# Inflow boundary conditions for the open Wigner equation

## Premises and conventions

Independent electrons of constant effective mass $m$ move coherently in one dimension in a static real potential $V(x)$; spin is omitted. The device is $-\ell\le x\le\ell$. Momentum is $p=\hbar q$ and $v=\hbar q/m$. With $\rho(x,y)\equiv\langle x+\tfrac y2|\hat\rho|x-\tfrac y2\rangle$,

$$f(x,q)=\frac1{2\pi}\int dy\,e^{-iqy}\rho(x,y),$$

which is real, and $\int f\,dq$ is the density. Inflow conditions, used for devices by Frensley (1987), prescribe $f(-\ell,q>0)=g_L(q)$ and $f(\ell,q<0)=g_R(q)$ and leave the outflow free. Classical data take $g_{L,R}$ from reservoirs that ignore the scatterer. The barrier is $V=\lambda\delta(x)$, with $\kappa=m\lambda/\hbar^2>0$.

## Statement

**A. Balance.** For $N=\int_{-\ell}^{\ell}dx\int dq\,f^2$,
$$\frac{dN}{dt}=-\Big[\int dq\,v f^2\Big]_{x=-\ell}^{x=\ell}.$$
The difference $\delta f$ of two solutions obeys $\|\delta f(t)\|^2\le\|\delta f(0)\|^2+\int_0^t dt'\int_{\rm in}dq\,|v|\,\delta g^2$, summed over both contacts. Equal inflow gives a contraction, which is irreversible.

**B. Scattering state.** For a unit wave $e^{ikx}$ incident from the left, with $r=|r|e^{i\varphi}$, the Wigner function at $x<0$ has a structure at $q=0$ of total weight $A(x)=2|r|\cos(2kx-\varphi)$. It consists of a peak $\propto\sin(2q|x|)/(\pi q)$ with half its weight at $q>0$, a $\delta(q)$ term, and an odd term $\propto{\rm P}\cos(2qx)/(\pi q)$. The classical data $g_L=\delta(q-k)$, $g_R=0$ omit this structure. It matters at order one in the density and at order $1/k\ell$ in the injected flux.

**C. Symmetric domain.** The stationary inflow problem is not unique among distributions. Its solution without a $\delta(q)$ term is even in $x$ and transmits every injected electron. The physical state carries a $\delta(q)$ term and a ${\rm P}(1/q)$ term, which together, in equal shares, absorb the fraction $2RT$ of the injected flux of $f^2$.

## Proof of A

**Equation.** The von Neumann equation is $i\hbar\partial_t\rho=[-\tfrac{\hbar^2}{2m}(\partial_1^2-\partial_2^2)+V(x_1)-V(x_2)]\rho$. With $\partial_{1,2}=\tfrac12\partial_x\pm\partial_y$ one has $\partial_1^2-\partial_2^2=2\partial_x\partial_y$, so
$$i\hbar\,\partial_t\rho=-\frac{\hbar^2}{m}\partial_x\partial_y\rho+\delta V\,\rho,\qquad \delta V=V(x+\tfrac y2)-V(x-\tfrac y2).$$
The Fourier transform turns $\partial_y$ into $iq$ and the product into a convolution:
$$\partial_t f+v\,\partial_x f=\int dq'\,V_W(x,q-q')f(x,q'),\qquad V_W(x,q)=\frac{1}{2\pi i\hbar}\int dy\,e^{-iqy}\,\delta V .$$
The equation is local in $x$, so any whole-line solution restricted to the device solves it there.

**Antisymmetry.** $\delta V$ is real and odd in $y$, so only $-i\sin qy$ survives and $V_W$ is real and odd in $q$. For the delta barrier $\delta V=2\lambda[\delta(y+2x)-\delta(y-2x)]$ and
$$V_W(x,q)=\frac{2\lambda}{\pi\hbar}\sin(2qx),$$
which is also odd in $x$ and does not decay towards the contacts.

**Balance.** Multiply by $2f$ and integrate over $q$. The potential term $2\iint f(q)V_W(q-q')f(q')$ changes sign under $q\leftrightarrow q'$ and vanishes; for the delta barrier the exchange is allowed when $f$ is integrable in $q$, since the sine is bounded. What remains, $\partial_t\int f^2dq+\partial_x\int vf^2dq=0$, integrates over $x$ to the balance law. Sorting the boundary terms by the sign of $v$ gives $dN/dt=\Phi_{\rm in}-\Phi_{\rm out}$, where each $\Phi=\int|v|f^2dq\ge0$ is summed over both contacts.

**Contraction.** The equation is linear, so $\delta f$ obeys the same law with inflow $\delta g$. Dropping $\Phi_{\rm out}\ge0$ gives the inequality, and $\delta g=0$, $\delta f(0)=0$ gives uniqueness. For bounded $V$ the potential operator is skew with norm at most $2\sup|V|/\hbar$, and adding it to free streaming with zero inflow yields a contraction semigroup on $L^2$. The delta barrier is unbounded and is read as the limit of narrow bounded barriers.

**Irreversibility.** The map $f(x,q,t)\to f(x,-q,-t)$ preserves the equation because $V_W$ is odd, but it exchanges inflow and outflow. Let a solution with zero inflow lose norm up to time $\tau$. Its momentum-reversed final state, evolved again with zero inflow, cannot gain norm and so cannot return to the reversed initial state. On the whole line $2\pi\iint f^2={\rm Tr}\,\hat\rho^2$ is conserved; the loss is the share carried out of the device.

## Proof of B

**Amplitudes.** Take $\psi=e^{ikx}+re^{-ikx}$ for $x<0$ and $te^{ikx}$ for $x>0$. Continuity gives $t=1+r$, and $\psi'(0^+)-\psi'(0^-)=2\kappa\psi(0)$ gives $ikr=\kappa t$. Hence
$$t=\frac{k}{k+i\kappa}=T-i\sqrt{RT},\qquad r=\frac{-i\kappa}{k+i\kappa}=-R-i\sqrt{RT},$$
with $T=k^2/(k^2+\kappa^2)$, $R=1-T$, $\varphi=-\pi/2-\arctan(\kappa/k)$ and $tr^*=i\sqrt{RT}$.

**Density matrix.** $\rho=\psi(x+\tfrac y2)\psi^*(x-\tfrac y2)$. For $|y|<2|x|$ both points lie on one side:
$$\rho=e^{iky}+Re^{-iky}+A(x)\quad(x<0),\qquad\rho=Te^{iky}\quad(x>0).$$
For $y>2|x|$ they straddle the barrier, on either side of $x=0$:
$$\rho=te^{iky}+B+iC,\qquad B=-\sqrt{RT}\sin2kx,\quad C=\sqrt{RT}\cos2kx ,$$
and $\rho(x,-y)=\rho^*(x,y)$.

**Transform.** At $|x|=\ell$ define $s(u)=\sin(2\ell u)/\pi u$ and $c(u)={\rm P}\cos(2\ell u)/\pi u$, with P the principal value. An inner term $e^{iky}$ gives $s(q-k)$. An outer term $we^{iky}$ with its conjugate partner, by $\int_{2\ell}^\infty e^{-iuy}dy=\pi\delta(u)+{\rm P}\,e^{-2i\ell u}/iu$, gives ${\rm Re}\,w\,[\delta(u)-s(u)]+{\rm Im}\,w\;c(u)$ with $u=q-k$. Collecting terms,
$$f(-\ell,q)=T\delta(q-k)+R[s(q-k)+s(q+k)]-\sqrt{RT}\,c(q-k)+A\,s(q)+B[\delta(q)-s(q)]+C\,c(q),$$
$$f(\ell,q)=T\delta(q-k)-\sqrt{RT}\,c(q-k)+B[\delta(q)-s(q)]+C\,c(q),$$
with $A,B,C$ taken at the respective $x$. Against a test function smooth on the scale $1/\ell$, $s\to\delta$ and $c\to0$, so
$$f(-\ell,q)\to\delta(q-k)+R\,\delta(q+k)+A\,\delta(q),\qquad f(\ell,q)\to T\delta(q-k).$$
The peak $s(q)$ has first zeros at $q=\pm\pi/2\ell$, and $\int_0^\infty s\,dq=\tfrac12$. At $x=-\ell$ its coefficient is $A-B$, so it puts $(A-B)/2$ into the inflow sector. The term $B\,\delta(q)$ sits at $q=0$, in neither open sector. The odd term $C\,c(q)$ adds nothing to the density, but $\int_\epsilon^\infty c\,dq$ grows like $\frac1\pi\ln(1/\epsilon\ell)$ as $\epsilon\to0$, so the density of the inflow sector alone is not finite for $C\ne0$. The tails of the terms in $q\mp k$ also enter the inflow sectors, the $B$, $C$ terms appear at both contacts, and all of them depend on the barrier.

**Injected flux.** Let $J_+=\int_0^\infty q f(-\ell,q)\,dq$, in units of $\hbar/m$; the classical value is $k$. Write $q\,\theta(q)=\tfrac12(q+|q|)$. The first half gives half the net flux, $kT/2$. For the second, $|q|=\frac2\pi\int_0^\infty(1-\cos qy)\,y^{-2}dy$ gives $\frac1\pi\int_0^\infty[\rho_e(0)-\rho_e(y)]\,y^{-2}dy$, with $\rho_e={\rm Re}\,\rho$. The bracket is $(1+R)(1-\cos ky)$ for all $y$, contributing $(1+R)k/2$, plus $A-B+2R\cos ky-\sqrt{RT}\sin ky$ for $y>2\ell$. With $z=2k\ell$,
$$\frac{J_+}{k}=1+\frac{A-B}{\pi z}+\frac1\pi\int_z^\infty\frac{2R\cos u-\sqrt{RT}\sin u}{u^2}\,du .$$
The last term is of order $z^{-2}$. In terms of ${\rm Si}\,z=\int_0^z\frac{\sin u}{u}du$ and ${\rm Ci}\,z=-\int_z^\infty\frac{\cos u}{u}du$, integration by parts gives $\int_z^\infty u^{-2}\cos u\,du=\frac{\cos z}{z}-\frac\pi2+{\rm Si}\,z$ and $\int_z^\infty u^{-2}\sin u\,du=\frac{\sin z}{z}-{\rm Ci}\,z$. The omitted peak is slow and therefore weighs little in the flux.

## Proof of C

A stationary $\rho$, continuous in $(x,y)$, obeys
$$\partial_x\partial_y\rho=2\kappa[\delta(y+2x)-\delta(y-2x)]\,\rho .$$
Lines of constant $x$ are characteristics of this equation, so integration over $y$ leaves a free function of $x$. Write $\rho=\rho_e+i\rho_o$, even and odd in $y$; the two parts decouple.

**Even part.** With $a(x)=\rho_e(x,2x)$,
$$\partial_x\rho_e=2\kappa\,{\rm sgn}(x)\,a(x)\,\theta(2|x|-|y|)+\gamma(x).$$
A $y$-independent term transforms to $\delta(q)$, so $\gamma(x)$ is the gradient of the weight of a $\delta(q)$ term. Inflow data do not fix it. Set $\gamma=0$. For $x<0$, integration from $-\ell$ along $y=2x$ stays in the inner region and gives $a(x)=\rho_e(-\ell,2x)-2\kappa\int_{-\ell}^xa$, a Volterra equation with one solution. At fixed $y$, $\rho_e$ is constant for $|x|<|y|/2$, so $a(-x)=a(x)$. Then $\partial_x\rho_e$ is odd in $x$ and $\rho_e$ is even.

**Odd part.** Oddness in $y$ removes the free function. With $\beta(x)=\rho_o(x,2|x|)$, $\partial_x\rho_o=0$ for $|y|<2|x|$ and $\partial_x\rho_o=-2\kappa\,{\rm sgn}(x)\,\beta(x)$ for $y>2|x|$. Crossing the outer region at $y=2x>0$ gives, for $d(x)=\beta(x)-\beta(-x)$, the equation $d(x)=-2\kappa\int_0^xd$, whence $d=0$. So $\rho_o$ is even in $x$. It acquires a term $\propto{\rm sgn}\,y$ at large $|y|$, which is a ${\rm P}(1/q)$ term in $f$.

**Consequence.** With $\gamma=0$, $f(\ell,q)=f(-\ell,q)$ for all $q$. The trace is therefore $g_L$ for $q>0$ and $g_R$ for $q<0$ at both contacts; this fixes the solution, and the construction above supplies it. The current is $\int_0^\infty v\,[g_L(q)-g_R(-q)]\,dq$ whatever $\kappa$ is. For $g_L=\delta(q-k)$, $g_R=0$ the current is $\hbar k/m$, too large by $1/T$. Here $\rho_e(-\ell,y)=\cos ky$, and $S(x)=\int_{-\ell}^xa$ obeys $S'+2\kappa S=\cos2kx$, $S(-\ell)=0$, so
$$2\kappa S=R\cos2kx+\sqrt{RT}\sin2kx-e^{-2\kappa(x+\ell)}\big(R\cos z-\sqrt{RT}\sin z\big).$$
The density $n=1-2\kappa S$ equals $1+A/2$ at $x\le0$ up to the exponential and is mirrored at $x>0$. At the barrier it is close to $1-R=T$, the exact $|\psi(0)|^2$, so a plausible density there does not validate the current. The scattering state escapes the parity argument because it has $\gamma=B'=-2k\sqrt{RT}\cos2kx\ne0$.

**What the time-dependent problem selects.** Take an incoherent beam $\hat\rho=\int dk\,w(k)|\psi_k\rangle\langle\psi_k|$, with $w$ smooth, of width $\sigma\ll k$, and $\sigma\ell\gg1$. At the contacts $A$, $B$, $C$ average out: for Gaussian $w$ of standard deviation $\sigma$ and slowly varying $r$, $t$, the average of $e^{2ikx}$ carries the factor $e^{-2\sigma^2\ell^2}$. The outer term $\int w\,te^{iky}dk$ is equally small at $y>2\ell$. The traces are then $w(q)$ in, $Rw(-q)$ out on the left and $Tw(q)$ out on the right. Switch the beam on at a finite time. Classical data match its inflow, so by A the inflow solution follows the whole-line evolution and reflects correctly. Once the traces are steady,
$$\frac{dN}{dt}=\int dk\,v\,w^2(1-R^2-T^2)=2\int dk\,v\,RT\,w^2>0 .$$
No square-integrable stationary state has these traces. The stored norm is the correlation between reflected and transmitted waves, $\chi(x)=\int dk\,w\,tr^*e^{2ikx}$, localised within about $1/\sigma$ of the barrier. After a time $\tau$ it fills $0<y<2v\tau$, and $\chi^*$ fills the mirror interval. With $\int f^2dq=\frac1{2\pi}\int|\rho|^2dy$ and $\int|\chi|^2dx=\pi\int w^2RT\,dk$, its norm is $\frac{1}{2\pi}\,4v\tau\,\pi\int w^2RT\,dk$, which reproduces the rate. As $\tau\to\infty$ the part ${\rm Re}\,\chi$, even in $y$, becomes the $\delta(q)$ term, and the part ${\rm Im}\,\chi\;{\rm sgn}\,y$, odd in $y$, becomes the $1/q$ term. The two parts are orthogonal. Since $w$ lies at $k>0$, $\int\chi^2dx=0$, so $\int({\rm Re}\,\chi)^2dx=\int({\rm Im}\,\chi)^2dx$ and each term stores the fraction $RT$.

## Range of validity

- A holds for any real $V$, static or time dependent, symmetric or not, with continuous $q$ and no collisions. A self-consistent potential keeps the balance law, but the equation is no longer linear and the contraction argument fails. A collision term adds its own contribution to $dN/dt$.
- Contraction gives stability, not positivity of $\hat\rho$. Arbitrary $g_{L,R}$ need not be traces of a quantum state.
- Classical data are accurate when $\ell$ exceeds the coherence length $1/\sigma$ of the injected mixture. Sharp features of $w$, such as a Fermi step at low temperature or the band edge $k=0$, replace the Gaussian factor by a power-law decay. A persistent mismatch $\delta g$ lets the bound on $\|\delta f\|^2$ grow linearly in time.
- B assumes flat leads. The delta function stands for a barrier thin against the wavelength and the decay length.
- C was proved for the centred delta barrier, with data free of $\delta(q)$. A finite $q$ grid, a cut-off in $y$, upwind differencing or collisions regularise $q=0$, and the stationary current of such a scheme depends on that regularisation.

## Numerical illustration

The inputs are illustrative: $m=0.067\,m_e$ (typical of the GaAs conduction band), $\lambda=0.15$ eV nm, $E=20$ meV, $\ell=20$ nm. The results are the model's and describe no particular device.

Then $\hbar^2/2m=0.5687$ eV nm$^2$, $k=0.1875$ nm$^{-1}$, $\kappa=0.1319$ nm$^{-1}$, $T=0.669$, $R=0.331$, $|r|=0.575$, $\varphi=-2.184$ rad and $z=7.50$. A rectangular barrier of the same area and mass, $V_0=0.3$ eV and $b=0.5$ nm, has $T=[1+V_0^2\sinh^2(\kappa_0b)/4E(V_0-E)]^{-1}=0.660$ with $\hbar\kappa_0=\sqrt{2m(V_0-E)}$, which sets the accuracy of the delta form.

| Quantity | Value |
|---|---|
| $A$, $B$, $C$ at $x=-\ell$ | 0.655, 0.442, 0.162 |
| Exact density at $-\ell$, $1+R+A$ | 1.986 |
| Inflow half of the $s(q)$ peak, $(A-B)/2$ | 0.107 |
| Half-width $\pi/2\ell$ | 0.0785 nm$^{-1}$ (3.5 meV) |
| $(A-B)/\pi z$ | 0.0090 |
| Integral term of $J_+/k$ | $-0.0043$ |
| $J_+/k$ | 1.0047 |
| $n(0)$ of the $\gamma=0$ solution | 0.667 |
| Its current over the exact current, $1/T$ | 1.49 |
| Retained fraction $2RT$ | 0.443 |

At this $z$ the integral term is about half the leading flux correction, because $A$ and $B$ partly cancel, and it must be kept. For the monochromatic state the omitted structure at $q=0$ carries a total density $A=0.655$, against 1 for the incident beam, and its $s(q)$ peak places 0.107 at $q>0$, yet the exact injected flux differs from the classical one by only 0.47 per cent. The model's stationary solution without the $\delta(q)$ term has nearly the exact density at the barrier, 0.667 against 0.669, and 1.49 times the exact current.